**Q.** Six first ionisation energies of the 4d row are on the table and two are covered. Do Zr to Rh fix what the calculation gives for Pd and Ag?

OpenMolcas 26.06, state-averaged CASSCF and SS-CASPT2 (IPEA shift 0.25 Ha, imaginary shift 0.1 Ha, 4s and 4p correlated) with spin-orbit coupling, ANO-RCC-VTZP basis, DKH2. First ionisation energies of the 4d atoms Zr to Ag, between the lowest computed levels of atom and ion. The active space is 4d and 5s, with orbitals optimised for the ground spin.

```csv
element,Z,level before,level after,CASSCF (eV),SS-CASPT2 (eV),spin-orbit share (eV),measured (eV),SS-CASPT2 less measured (eV)
Zr,40,3F2,4F3/2,5.27,6.35,-0.01,6.634,-0.28
Nb,41,6D1/2,5D0,6.12,6.78,-0.02,6.759,0.02
Mo,42,7S3,6S5/2,6.62,7.22,0.00,7.092,0.13
Tc,43,6S5/2,7S3,4.74,7.29,0.00,7.119,0.18
Ru,44,5F5,4F9/2,6.24,7.40,-0.03,7.36,0.04
Rh,45,4F9/2,3F4,6.05,7.42,0.00,7.459,-0.04
Pd,46,3D3,2D5/2,?,?,?,?,?
Ag,47,2S1/2,1S0,?,?,?,?,?
```

**A.** They do only after we know which electron leaves. The levels are written $^{2S+1}L_J$, with $S$, $L$ and $J$ the total spin, orbital and overall angular momentum. The runs list the configurations behind them. At the SS-CASPT2 level all six atoms lose a 5s electron. Nb, Mo, Ru and Rh go from $4d^n5s^1$ to $4d^n$ with $n = 4, 5, 7, 8$, whereas Zr ($4d^25s^2$) and Tc ($4d^55s^2$) lose one electron of a 5s pair. For the covered rows I infer the configurations from the terms: 3D3 to 2D5/2 is $d^9s^1 \to d^9$, and 2S1/2 to 1S0 is $d^{10}s^1 \to d^{10}$. Pd and Ag thus belong with the four $s^1$ rows.

**Q.** The CASSCF value of Tc, 4.74 eV, lies far below its neighbours. Is that a half-filled-shell effect?

**A.** It is a different process. CASSCF starts Tc from $4d^65s^1$ and Zr from $4d^35s^1$, not from the printed levels, so it removes a 4d electron on balance. The order of the two configurations comes out wrong. A single averaged set of d orbitals cannot fit both $d^ns^2$ and the more diffuse $d^{n+1}s$, which is the likely cause for Tc, where five 6D components stand against one 6S. For Zr the two configurations lie close, and the correlation of the 5s pair, which needs 5p orbitals outside this space, matters as well. These two CASSCF values say nothing about 5s binding, and I set them aside.

**Q.** In the $s^1$ rows SS-CASPT2 climbs 0.44 eV from Nb to Mo and then only 0.20 eV over the three steps to Rh. Why the bend?

**A.** Theory offers two effects that add. Each step brings a proton and a 4d electron. The 5s orbital penetrates the 4d shell, so the screening is incomplete and the binding rises slowly with $Z$. Second, in the high-spin ground term the 5s spin is parallel to the majority d spin. An s orbital is spherical, so it has the same exchange integral $K$ with each d orbital, and it is stabilised by $n_\uparrow K$, which ionisation must pay. The count $n_\uparrow$ is 4 in Nb, reaches 5 in Mo and stays at 5, because later d electrons enter with opposite spin. Up to the half-filled shell both effects grow; beyond it only the screening term does. With $u$ unpaired d electrons, $n_\uparrow = (n+u)/2$. Taking $K$ as constant along the row, an approximation since the 4d shell contracts away from 5s, the part $nK/2$ is linear in $Z$ and merges with the slope, which gives

$$I = a + b\,(Z-40) + K\,\frac{u}{2}.$$

The slope is $b + K/2$ before Mo and $b - K/2$ after it, since $u$ then falls by one per step.

**Q.** Three parameters for four rows is hardly a test.

**A.** It isn't one. I fitted the formula to SS-CASPT2 less its spin-orbit share for Nb, Mo, Ru and Rh, and separately to their measured values; the printed output follows this exchange. Nb alone separates $b$ from $K$, so the fit amounts to a line through Mo, Ru and Rh, and I read nothing into $K$, which comes out as 0.36 eV in one fit and 0.21 eV in the other. The usable number is the late slope, about 0.07 eV per element for SS-CASPT2. For Ag, which was not fitted, $Z - 40 = 7$ and $u = 0$, so $I = 5.82 + 7 \times 0.254 = 7.60$ eV. Pd, with $u = 1$, gives 7.52 eV.

The model has a visible weak spot. For the $s^2$ atoms the minority-spin 5s electron leaves, the sign of the $u$ term reverses, and a roughly constant offset should remain. The measured values leave 0.75 eV for Zr and 0.86 eV for Tc, but SS-CASPT2 leaves 0.91 and 1.62 eV. Part of that traces to the errors against measurement, $-0.28$ eV for Zr and $+0.18$ eV for Tc. The lack of 5p in the active space, which would stabilise $5s^2$, may contribute for Zr, but that is a guess, and Tc errs the other way.

**Q.** How wide must the error bars be?

**A.** With one degree of freedom the fit interval alone is fragile. I also extrapolated a straight line through the four rows (7.80 eV for Ag) and a plateau at the Ru–Rh mean (7.43 eV), both for values without the spin-orbit share, and took the larger of the 68 % fit interval and half the distance between those two. That gives about 0.2 eV. It is comparable with the rms error of 0.15 eV of SS-CASPT2 against measurement in the six rows, a scatter that also forbids assigning a cause to the steps Mo to Tc (0.07 eV) and Ru to Rh (0.02 eV).

**Q.** These are fairly heavy atoms. Why is the spin-orbit share never beyond 0.03 eV in size?

**A.** Spin-orbit coupling lowers atom and ion almost equally. For a shell more than half full the Landé constant is $A = -\zeta/2S$, with $\zeta$ the 4d spin-orbit parameter, and the lowest level $J = L + S$ shifts by $ALS = -\zeta L/2$. Removing the 5s electron changes $S$ but not $L$, so the shift cancels to first order. Both Pd levels have $L = 2$, and the S terms of Ag have no first-order shift. Zr and Nb have shells less than half full; there the Landé formula with $A = +\zeta/2S$ gives zero for Zr and only $-0.10\,\zeta$ for Nb, which is less than half of the tabulated $-0.02$ eV, since the second ionisation of Mo puts $\zeta$ near 0.09 eV. The argument is not exact: it gives zero for Ru, where the table has $-0.03$ eV, for a reason these numbers do not fix. A change of $\zeta$ on ionisation alone would act on Rh too, which has the same $L$ and a share of 0.00 eV, so second-order or configuration mixing must play a part. That sets my bar for Pd.

**Q.** And CASSCF?

**A.** It lies below measurement in all six rows. In the four $s^1$ rows, where both methods start from the same configuration, the likely main reason is that the neutral atom has more dynamic correlation to recover than the ion. The gap from CASSCF to SS-CASPT2 is 0.66, 0.60, 1.16 and 1.37 eV for Nb, Mo, Ru and Rh, and it can be read in two ways. In reading A the 5s electron correlates mostly with d electrons of opposite spin, $n_\downarrow = 0, 0, 2, 3$; the line $0.63 + 0.251\,n_\downarrow$ fits within 0.03 eV and gives 1.89 eV for Ag. In reading B the gaps of Ru and Rh are inflated because their orbitals are averaged over states of several configurations and suit the ground state poorly. Neutral Mo has a single septet state in this space, so B takes its 0.120 eV per d electron as the reference, giving 1.20 eV for Ag. That reference is only half clean: the sextets of Mo+ include $4d^45s^1$, and averaging over them would raise the ion and shrink the gap. Reading B fits the known rows worse, missing Rh by 0.41 eV, but it favours a higher CASSCF value for Ag. I span both: $7.60 - (1.89 + 1.20)/2 \approx 6.05$ eV.

**Q.** The measured values should then follow SS-CASPT2 closely.

**A.** For Ag they should. For Pd the measured ionisation starts from the true ground level, $4d^{10}$ 1S0, which lies roughly 0.8 eV below 3D3, a rough recalled figure. The fit to measured values gives 7.59 eV for 5s removal, and adding 0.8 gives about 8.4 eV. The last column should be strongly negative for that reason. In eV:

| | Pd | Ag |
|---|---|---|
| SS-CASPT2 | 7.5 ± 0.2 | 7.6 ± 0.2 |
| spin-orbit share | 0 ± 0.03 | 0 |
| CASSCF | 5.8 to 6.5 | 6.05 ± 0.4 |
| measured | 8.4 ± 0.2 | 7.7 ± 0.2 |
| SS-CASPT2 less measured | −0.8 ± 0.2 | 0.0 ± 0.15 |

The plateau should continue with no jump at the filled d shell. Pd is the riskier row, since I don't know over which states its orbitals are averaged.

The withheld rows as computed:

```csv
element,Z,level before,level after,CASSCF (eV),SS-CASPT2 (eV),spin-orbit share (eV),measured (eV),SS-CASPT2 less measured (eV)
Pd,46,3D3,2D5/2,6.23,7.44,0.00,8.337,-0.90
Ag,47,2S1/2,1S0,6.29,7.54,0.00,7.576,-0.04
```

**Q.** Every value lies inside its range. Is the exchange model confirmed?

**A.** Less than that suggests. SS-CASPT2 gives 7.44 and 7.54 eV, which is 0.08 and 0.06 eV below the model values of 7.52 and 7.60. The straight line overshoots both by 0.2 eV or more, so the bend after Mo is borne out. The plateau, though, does about as well as the model, 0.01 eV low for Pd and 0.11 eV low for Ag, so the late slope is only known to be small. No jump appears at $d^{10}$: the step from Pd to Ag is 0.10 eV, of the order of the method's errors. The spin-orbit shares are both 0.00 eV. I called Pd the riskier row, but its SS-CASPT2 miss is hardly larger than that of Ag.

The measured Ag value, 7.58 eV, is 0.14 eV below the model's 7.72, twice the fit interval of 0.07 eV, and only the widened bar saved the forecast. All four model forecasts of SS-CASPT2 and measured values came out high. The misses are small, and these numbers do not single out a cause.

**Q.** The CASSCF value of Ag is 0.24 eV above the centre. What does that miss teach?

**A.** It teaches the most. The gaps are 1.21 eV for Pd and 1.25 eV for Ag, below the 1.37 eV of Rh, while reading A called for 1.64 and 1.89 eV. The runs start both atoms from the printed levels at CASSCF too ($4d^95s^1$ and $4d^{10}5s^1$), so the reading with the better fit is refuted. They label the 1S0 level of Ag+ $4d^85s^2$, which looks like a labelling slip, since the energy matches ionisation to the $4d^{10}$ ground level. Reading B, with 1.08 and 1.20 eV, is low by 0.13 and 0.05 eV. The CASSCF forecasts held because the bars covered both readings; the Pd value is only 0.06 eV above the program's centre of 6.17 eV. The numbers show that the gap peaks at Rh among the $s^1$ rows. Orbital averaging can push either way: a poorly fitted atom lowers the CASSCF value and a poorly fitted ion raises it. The CASSCF values of Ru, Pd and Ag lie within 6.23 to 6.29 eV, while Rh (6.05) falls below them and Mo (6.62) stands above, so the Mo gap is probably too small and the near hit of B for Ag does not confirm a fixed gap per d electron; B also misses Nb by 0.18 eV. A gap between state-averaged CASSCF and SS-CASPT2 mixes correlation with orbital misfit, and only separately optimised orbitals would part the two.

**Q.** Is $-0.90$ eV for Pd a failure of SS-CASPT2?

**A.** It is mostly a comparison of two different starting levels. The value is 0.14 eV more negative than the $-0.76$ eV behind my forecast, and that forecast, like the one for the measured 8.34 eV, leaned on the recalled 0.8 eV and shows no foresight of the model. Adding that figure back leaves about $-0.1$ eV, good to one digit, in line with $-0.04$ eV for Ag. The real fault is that 3D3 is the lowest computed level at all, which fits the warned misplacement of d against s configurations, with $d^{10}$ needing the most diffuse d shell. The basis has no diffuse functions, the orbitals are averaged for one spin, and SS-CASPT2 runs with an IPEA shift of 0.25 and an imaginary shift; these runs do not separate such causes. When atom and ion share their d count this error should largely cancel, which agrees with the rms error of only 0.07 eV in Nb, Mo, Ru and Rh. Zr and Tc share it too, yet err by $-0.28$ and $+0.18$ eV, so the cancellation does not guarantee a small error when a 5s pair is broken. An ionisation that changes the d count, as that of ground-state Pd does, has no such protection.

The analysis program printed:

```
rounding floor 0.005 eV per value, 0.01 eV per difference; all energies in eV
Zr d2s2 u=2 Lande share +0.00 zeta so -0.01 PT2-CAS 1.08 CAS-meas -1.36 err -0.28
Nb d4s1 u=4 Lande share -0.10 zeta so -0.02 PT2-CAS 0.66 CAS-meas -0.64 err +0.02
Mo d5s1 u=5 Lande share +0.00 zeta so +0.00 PT2-CAS 0.60 CAS-meas -0.47 err +0.13
Tc d5s2 u=5 Lande share +0.00 zeta so +0.00 PT2-CAS 2.55 CAS-meas -2.38 err +0.18
Ru d7s1 u=3 Lande share +0.00 zeta so -0.03 PT2-CAS 1.16 CAS-meas -1.12 err +0.04
Rh d8s1 u=2 Lande share +0.00 zeta so +0.00 PT2-CAS 1.37 CAS-meas -1.41 err -0.04
Pd d9s1 u=1 Lande share +0.00 zeta
Ag d10s1 u=0 Lande share +0.00 zeta
err rms six rows 0.15; mean s1 rows +0.04; rms s1 rows 0.07
PT2 steps Zr>Nb +0.43 Nb>Mo +0.44 Mo>Tc +0.07 Tc>Ru +0.11 Ru>Rh +0.02 Zr>Rh 1.07
meas steps Zr>Nb +0.12 Nb>Mo +0.33 Mo>Tc +0.03 Tc>Ru +0.24 Ru>Rh +0.10 Zr>Rh 0.82
PT2 less so: a 5.82 b 0.254 K 0.364 b-K/2 0.072/Z, s 0.061 (1 dof)
  resid Nb -0.000 Mo -0.016 Ru +0.049 Rh -0.033 | left-out s2 Zr +0.91 Tc +1.62
  line slope 0.145/Z worst resid 0.15; plateau 7.43
  Pd 5s removal: model 7.52 fit bar 0.18, line 7.65, plateau 7.43
  Ag 5s removal: model 7.60 fit bar 0.22, line 7.80, plateau 7.43
measured: a 6.10 b 0.231 K 0.214 b-K/2 0.124/Z, s 0.019 (1 dof)
  resid Nb -0.000 Mo -0.005 Ru +0.015 Rh -0.010 | left-out s2 Zr +0.75 Tc +0.86
  line slope 0.167/Z worst resid 0.09; plateau 7.41
  Pd 5s removal: model 7.59 fit bar 0.05, line 7.67, plateau 7.41
  Ag 5s removal: model 7.72 fit bar 0.07, line 7.83, plateau 7.41
gap A: 0.63+0.251*n_down, worst resid 0.03
gap B: 0.120*n_d (Mo), resid Nb +0.18 Mo +0.00 Ru +0.32 Rh +0.41
Pd PT2: pred 7.52+-0.18 actual 7.44 miss -0.08 (0.5 bars)
Pd so: pred 0.00+-0.03 actual 0.00 miss +0.00 (0.0 bars)
Pd CASSCF: pred 6.17+-0.33 actual 6.23 miss +0.06 (0.2 bars)
Pd measured: pred 8.39+-0.16 actual 8.34 miss -0.06 (0.3 bars)
Pd err: pred -0.76+-0.18 actual -0.90 miss -0.14 (0.8 bars)
Pd gap A 1.64 B 1.08 actual 1.21; step from Rh: PT2 +0.02 CAS +0.18; err+recalled offset -0.10
Ag PT2: pred 7.60+-0.22 actual 7.54 miss -0.06 (0.3 bars)
Ag so: pred 0.00+-0.01 actual 0.00 miss +0.00 (0.0 bars)
Ag CASSCF: pred 6.05+-0.41 actual 6.29 miss +0.24 (0.6 bars)
Ag measured: pred 7.72+-0.21 actual 7.58 miss -0.14 (0.7 bars)
Ag err: pred 0.04+-0.15 actual -0.04 miss -0.08 (0.5 bars)
Ag gap A 1.89 B 1.20 actual 1.25; step from Pd: PT2 +0.10 CAS +0.06; err+recalled offset -0.04
```
